Ansatz 0.2.0, LDA with scalar-relativistic PAW, plane waves to 420 eV, a 6×6×6 k mesh and no spin polarisation: In₂O₃ (R-3c, 10-atom cell), shape and atoms relaxed at each fixed volume to forces below 0.01 eV/Å. Energies are relative to the elements' standard crystals or gases in LDA; c/a is for the hexagonal cell, and positive pressure means compression.

```tsv
volume (relaxed cell) (Å³/atom)	c/a (relaxed cell)	shortest distance (relaxed cell) (Å)	energy over elements (eV/atom)	pressure (GPa)
10.891	2.4787	2.027	-1.742	28.080
11.263	2.5302	2.047	-1.797	19.720
11.634	2.5734	2.067	-1.834	12.280
12.005	2.6061	2.089	-1.855	5.710
12.748	2.6501	2.131	-1.855	-4.940
13.119	2.6675	2.152	-1.839	-9.130
13.614	2.6858	2.182	-1.803	-13.750
```

A solid that obeyed Hooke's law would answer each equal step in volume with an equal step in pressure. This oxide does not. Between the two smallest volumes the pressure changes by 22.5 GPa for each Å³ per atom, $(28.08-19.72)/(11.263-10.891)$, but between the two largest by only 9.3, $(13.75-9.13)/(13.614-13.119)$. The constant stiffness that serves for small loads is therefore wrong in both directions: too soft for a squeezed crystal, too stiff for a stretched one.

The energies give a weaker warning. The rows at 12.005 and 12.748 Å³/atom share the same rounded energy, which could be taken for a flat minimum. Their pressures, +5.71 and −4.94 GPa, show instead that they stand on opposite slopes of a valley, the first wanting to expand and the second to contract. Pressure is the slope of the energy against volume with its sign reversed, so it reveals a change of shape in the curve sooner than the energy does.

**How large the error is**

Let these two rows fix the straight line, since Hooke's law is meant for small strains. Its slope is $(-4.94-5.71)/(12.748-12.005)=-14.33$ GPa per Å³/atom. The row at 10.891 had no part in this, and the line predicts for it

$$P = 5.71 + 14.33\times(12.005-10.891) \approx 21.7\ \text{GPa}.$$

The calculation gives 28.08 GPa, so the line falls short by 23% of the computed pressure. At the other end, 13.614 Å³/atom, it predicts a tension of 17.4 GPa where 13.75 was computed, an excess of 26%. The error is not confined to the extremes: at 11.634, about 6% below the volume of zero pressure, it is already 10%.

**Why the straight line fails**

The cause is the ordinary asymmetry of a chemical bond. When indium and oxygen ions are pushed together, their filled shells overlap and the repulsion climbs steeply, roughly exponentially. When they are pulled apart, that repulsion dies away and the remaining attraction weakens with distance, so each further stretch meets less resistance. The table does not separate repulsion from attraction, but its pressures have the form this argument demands: at every volume outside the two calibration rows they lie above the straight line.

A better choice of variable repairs most of the damage. Instead of a parabola in volume, take a parabola in $V^{-2/3}$, where $V$ is the volume per atom. This quantity changes faster as the crystal shrinks, so the same parabola becomes steep under compression and shallow under expansion. Its slope gives the second-order Birch–Murnaghan equation,

$$P=\tfrac{3}{2}B_0\left[(V_0/V)^{7/3}-(V_0/V)^{5/3}\right],$$

with $V_0$ the volume at zero pressure and $B_0$ the bulk modulus there, the resistance to uniform compression.

Solved from the same two rows, it gives $V_0=12.38$ Å³/atom and $B_0=177$ GPa. It has two constants, as the line has, yet at 13.614 it misses the computed pressure by only about 1%. At 10.891 it predicts 29.2 GPa, now too high by 4%. This smaller error has the opposite sign, and a different cause has to be sought for it.

**Why the better equation overshoots**

An equation in volume alone does not ask how the crystal arranges itself within that volume. The column c/a does: it is the height of the hexagonal cell divided by its edge, and it falls throughout the compression. From the smallest to the largest volume the height grows by 14% and the edge by only 5%. The shortest In–O distance conceals this, because it grows by 7.6%, almost exactly the 7.7% of uniform scaling.

The shape also yields more readily the harder the crystal is squeezed. Around the energy minimum, a 1% loss of volume lowers c/a by about 0.28%; in the last compression step, by about 0.61%. Such yielding makes a crystal softer, because it takes the cheapest route to the smaller volume. If $r$ is this response of the shape and $k$ the stiffness against changing it, minimising the energy over shape gives

$$B_{\text{relaxed}} = B_{\text{fixed shape}} - k\,r^2 .$$

With $k$ roughly constant, which is an assumption, the softening grows as the square of the response. The crystal still stiffens under pressure, but less than an equation without shape expects.

The row at 10.891 allows a direct look at this. Its relaxation began from the relaxed crystal at 11.263, merely scaled down, and the pressure was then 29.64 GPa. Once the shape and the atoms had adjusted, it was 28.08 GPa. Over that last step the bulk modulus is about 295 GPa for the scaled crystal and 249 GPa for the relaxed one.

The relief of 1.6 GPa exceeds the overshoot of 1.1 GPa, so yielding is strong enough to matter. The two numbers should not be subtracted, because the calibration rows contain some yielding too. The rate at which the bulk modulus rises with pressure shows where the equation goes astray. Near $V_0$ the table and the equation agree on about 4 GPa of stiffness for each GPa of pressure. Under the strongest compression the table's rate drops to 2.4 but the equation's only to 3.7, just where c/a responds most. That is what growing yielding should do, and the start of the run at 11.263 offers a test. Its first pressure was 20.75 GPa, before relaxation brought it to 19.72. If this run too began from its larger neighbour, merely scaled down, the bulk modulus of the scaled crystal over that step was about 261 GPa. From there to the 295 GPa of the last step it rises by about 4 GPa for each GPa of pressure. On that reading the drop to 2.4 comes almost wholly from the yielding of shape and atoms together, though the runs do not separate the two.

**What to do about it**

Keep a constant bulk modulus for small changes around zero pressure, and test it by comparing pressure steps on the two sides. If they differ, use an equation of state whose stiffness grows with pressure. Under strong compression, look at c/a as well as the shortest bond, and let the cell relax at each volume; scaling a single structure would make this crystal appear too stiff. In a cubic crystal uniform pressure leaves the shape alone, so this source of softness is absent, though atoms inside the cell may still shift.

For design values, two limits matter. These are LDA results for the corundum form of In₂O₃, whereas the form stable at ambient conditions is bixbyite, and the table holds no measured volume or stiffness to judge LDA by. The negative pressures describe a perfect crystal held under uniform tension; a real ceramic would crack long before reaching them.
